Before the energy of Al₃Cu is set against that of another aluminium–copper phase, someone has to choose a k mesh, and the choice can outweigh the answer. Three sizes are worth remembering for this four-atom cell. Counted from the finest mesh calculated, 7x7x7, the coarsest is off by half an electronvolt per atom, the next two by about 60 meV/atom, and the two after that by roughly 10 to 15 meV/atom. Phases that compete in an alloy often differ by no more than a few tens of meV/atom, so only the last two meshes are of any use for such a comparison, and even they may not suffice.

A k mesh of n×n×n divides the space of electron wavevectors, the Brillouin zone, into n steps along each axis. The column "energy less reference" is the free energy per atom counted from the same calculation with a 7x7x7 mesh. The atoms do not move, so the whole trend comes from how the electrons are sampled. The PAW datasets were made for the functional PBE and not for PBEsol, a mismatch that all rows share and that should largely cancel in these differences.

Single-point calculations with Ansatz 0.2.0 on the four-atom cubic cell of Al₃Cu, using PBEsol with D4 dispersion and PAW datasets, without spin polarization. The cutoffs are 420 eV for the wavefunctions and 1680 eV for the density, with cold smearing of 0.15 eV and unshifted k meshes. Energies are free energies per atom, counted from the 7x7x7 mesh.

```csv
k mesh,energy less reference (meV/atom)
2x2x2,511.2
3x3x3,57.5
4x4x4,64.4
5x5x5,15.5
6x6x6,11.4
```

**2x2x2: is the smearing to blame?**

The first suspect in a metal is the smearing. Levels near the Fermi energy, up to which the states are filled, are given fractional occupations, and this adds a small entropy-like term to the free energy. If that term were badly wrong on a coarse mesh, the first row would be explained.

The numbers rule this out. At 2x2x2 the smearing term changes by −13.8 meV/atom, while the energy changes by +511 meV/atom. This change is negative in all five rows, and all five energy differences are positive. It makes the coarse meshes look slightly better than they would without it.

The second explanation is the sampling itself. The energy of a crystal contains an average over all wavevectors, which the mesh replaces by an average over a few. In an insulator every wavevector has the same number of filled bands, the quantity to be averaged varies smoothly, and a few points go a long way. In a metal, bands cross the Fermi energy, so the number of filled bands jumps from one region of the zone to the next, and a coarse mesh gives these regions the wrong weights.

**3x3x3: a test of the sampling explanation**

The next mesh shows such jumps directly. The cell has 28 electrons in the calculation, but only the average over the mesh must come to that number. One kind of point in the 3x3x3 mesh holds 26 electrons and another holds 32. With only four kinds of point in all, the energy depends strongly on where these few happen to lie.

The size of the effect can be estimated from the band sum, which is the sum of the energies of the filled levels averaged over the mesh. The self-consistent energy is stationary: a small change in the electron density alters it only to second order. To first order, then, a change of mesh acts through the band sum at a fixed potential, plus the smearing term. The calculated band sum also contains a drift of the levels themselves, because the potential adjusts a little to each mesh. That drift has to be taken out, since it is largely cancelled elsewhere in the total energy.

The drift can be read at the one wavevector that the odd meshes share, the centre of the zone, where 14 filled levels hold all the electrons. For 3x3x3 the band sum rises by 90.1 meV/atom, of which 22.0 is drift, and the smearing term takes off another 5.2. The estimate is 90.1 − 22.0 − 5.2 = 62.9 meV/atom.

The full calculation gives 57.5 meV/atom. The estimate has no adjustable constant and comes within a tenth of that value, so sampling of the filled bands can account for most of the difference in this row. The output printed after this text gives the pieces of the estimate and the other quantities compared here.

**4x4x4: a finer mesh that does worse**

The third row breaks the simplest rule, that a finer mesh lies nearer to the reference. A power law in the number of divisions, fitted to all five rows, has to fall steadily. It gives 104.5 meV/atom for 3x3x3 and 40 for 4x4x4, where the calculation has 57.5 and 64.4. Counting the points that symmetry leaves distinct is no better a guide: 4x4x4 has more than twice as many of them as 3x3x3.

The Fermi energy gives a clue to what sets the two meshes apart. On the even meshes it lies above that of the reference by 0.44, 0.24 and 0.16 eV in turn. On 3x3x3 and 5x5x5 it agrees with the reference to about 0.02 eV or better. In this quantity even and odd meshes form two families, and the table alternates between them. The reference is itself an odd mesh, however, which may flatter the odd ones.

Geometry suggests why. These meshes all start at the centre of the zone, so an even one also places points exactly on the zone boundary, and an odd one never does. In the 2x2x2 mesh, seven of the eight points lie there. At the boundary the crystal potential opens gaps between some bands and symmetry makes others coincide, so these points may represent the interior poorly. That this causes the reversal is a plausible guess, not a tested result. The band-sum estimate has been made for odd meshes only, so the sizes of the errors on the even ones, including the half electronvolt at 2x2x2, have not been checked in this way.

A good Fermi energy is no certificate for the total energy, however. The 3x3x3 mesh nearly matches the reference in the first and still misses it in the second by almost 60 meV/atom. The Fermi energy depends on how many states lie below it, whereas the total energy also depends on how deep they lie. A mesh can count the states well and still place them at the wrong depth.

**5x5x5 and 6x6x6: close, but to what?**

The 5x5x5 row offers a second test, and here the uncorrected band sum would mislead. It falls by 1.9 meV/atom although the energy rises by 15.5. Once the drift of the levels, −21.0 meV/atom, is removed and the smearing term added, the estimate is 17.2 meV/atom. The sign is now right and the size close.

This second success is less secure than the first, because the correction is larger than the result. The centre of the zone is a single wavevector and need not speak for all the others. If the drift is taken instead from a deep copper level and applied to every electron, the estimate for 3x3x3 becomes 54 meV/atom, still near the computed value, but that for 5x5x5 becomes 38, more than twice the computed one. Even at 3x3x3 the levels at the centre of the zone do not drift together: some rise and others fall by more than 10 meV, so the close match there may be partly luck. The sampling explanation is thus supported in rough size at 3x3x3, and only in sign and order of magnitude at 5x5x5.

The last two rows differ by 15.5 − 11.4 = 4.1 meV/atom, which doesn't tell which of them is the better. Sampling errors can have either sign, so a lower energy is no mark of quality. The reference is itself only one step finer than the last row, and that step still moves the energy by 11.4 meV/atom. The column therefore measures distance from 7x7x7, and the distance from a fully converged energy could be larger or smaller.

For a decision that hangs on 10 meV/atom, the mesh should be refined beyond 7x7x7 until several successive meshes, even and odd, agree within the margin needed. Two meshes that agree are weak evidence. The 3x3x3 and 4x4x4 energies lie within 7 meV/atom of each other, and both are some 60 meV/atom away from the reference.

The same reasoning carries over to larger cells of the same crystal. Doubling every edge halves the Brillouin zone along each axis, so a 2x2x2 mesh in the 32-atom cell samples exactly the same electron states as 4x4x4 does here. It would inherit the 64 meV/atom of the third row, not the half electronvolt of the first. What counts is the spacing of the points in the zone and where they fall, and the three numbers in the name of a mesh tell this only together with the size of the cell and any shift of the mesh.

Output of the analysis:

```
fit of log(e) on 5 rows: constant 8.31 +/- 0.76, coefficient of log(n) -3.332 +/- 0.55; rms 0.371, worst 3x3x3 0.598, leave-one-out rms 0.605
Rivals beside the mesh:
    row  distinct k points  Fermi energy less reference (eV)  smearing part (meV/atom)  raw band sum change (meV/atom)  smooth power law (meV/atom)
  2x2x2                  4                            0.4437                    -13.76                           265.8                        403.6
  3x3x3                  4                           0.02165                    -5.214                            90.1                        104.5
  4x4x4                 10                            0.2394                   -0.0525                           253.4                        40.08
  5x5x5                 10                          0.004442                    -1.926                          -1.861                        19.06
  6x6x6                 20                            0.1559                    -2.125                           56.66                        10.38
Difference at 2x2x2 over that at 3x3x3 (ratio): 8.89
4x4x4 less 3x3x3 (meV/atom): 6.9
Fall from 2x2x2 to 4x4x4 (factor): 7.938
Fall from 4x4x4 to 6x6x6 (factor): 5.649
Fall from 3x3x3 to 5x5x5 (factor): 3.71
Largest size of smearing part against the difference (percent): 18.64
Level shift at Gamma, 3x3x3 less reference (meV/atom): 22.02
Level shift at Gamma, 5x5x5 less reference (meV/atom): -20.95
Sampling estimate for 3x3x3 (meV/atom): 62.86
Sampling estimate for 5x5x5 (meV/atom): 17.17
Estimate less computed, 3x3x3 (meV/atom): 5.364
Estimate less computed, 5x5x5 (meV/atom): 1.665
Estimate for 3x3x3 with the cruder Cu 3p alignment (meV/atom): 53.67
Estimate for 5x5x5 with the cruder Cu 3p alignment (meV/atom): 37.65
Electrons per cell in 3x3x3 from 28, 26, 26.33 and 32 at its four kinds of point: 28
```
